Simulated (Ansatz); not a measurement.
The HOMO–LUMO gap down a group: B to In

Gas-phase molecules, one atom swapped for its congeners: CH8BN `[BH3-][NH2+]C`; CH8AlN `C[NH2+][AlH3-]`; CH8GaN `C[NH2+][GaH3-]`; CH8InN `C[NH2+][InH3-]`. All are singlets with charge 0.

Shapes, held fixed at every level: PBE0-D4/def2-TZVP. Programs: Ansatz 0.2.0. Values in eV.

| level | CH8BN | CH8AlN | CH8GaN | CH8InN |
| --- | --- | --- | --- | --- |
| SPW92/def2-TZVPP | 5.69 | 5.09 | 5.28 | 4.92 |
| B3LYP-D4/def2-TZVPP | 7.43 | 6.79 | 6.94 | 6.48 |
| BHLYP-D4/def2-TZVPP | 9.91 | 9.15 | 9.27 | 8.64 |
| PBE0-D4/def2-TZVPP | 7.97 | 7.29 | 7.44 | 6.93 |
| r2SCAN0-D4/def2-TZVPP | 8.66 | 7.87 | 8.02 | 7.46 |
| wB97X-V/def2-TZVPP | 12.37 | 11.62 | 11.75 | 11.00 |

At wB97X-V/def2-TZVPP the HOMO–LUMO gap isn't monotonic: it is largest for B and smallest for In (12.37 and 11.00 eV). Every level shows the same order. For atoms past krypton def2 sets carry core potentials with scalar relativity. Relativity is left out for Ga. Orbital gaps aren't excitation energies, and the LUMO depends on the basis.

The gap narrows overall from the borane to the indane adduct, but gallium interrupts the descent: its gap lies slightly above aluminium's with every functional. The likely cause is the filled 3d shell, which screens the nuclear charge poorly. This keeps gallium's 4s and 4p electrons tightly held and makes the element more electronegative and hardly larger than aluminium. The Ga–H bonding orbitals, which probably dominate the HOMO, would then lie deeper than their Al–H counterparts. Boron's compact valence orbitals overlap strongly with hydrogen and favour a wide gap, while indium's more diffuse ones give weaker bonding and a smaller splitting.

The choice of functional shifts the gap far more than the choice of element does, from 5.69 to 12.37 eV for boron alone, probably in large part through the differing treatment of exchange. The ordering is therefore much better supported than any absolute value. Nor does it rank the strength of the dative bond, as alane generally binds amines more strongly than gallane despite the smaller gap here.
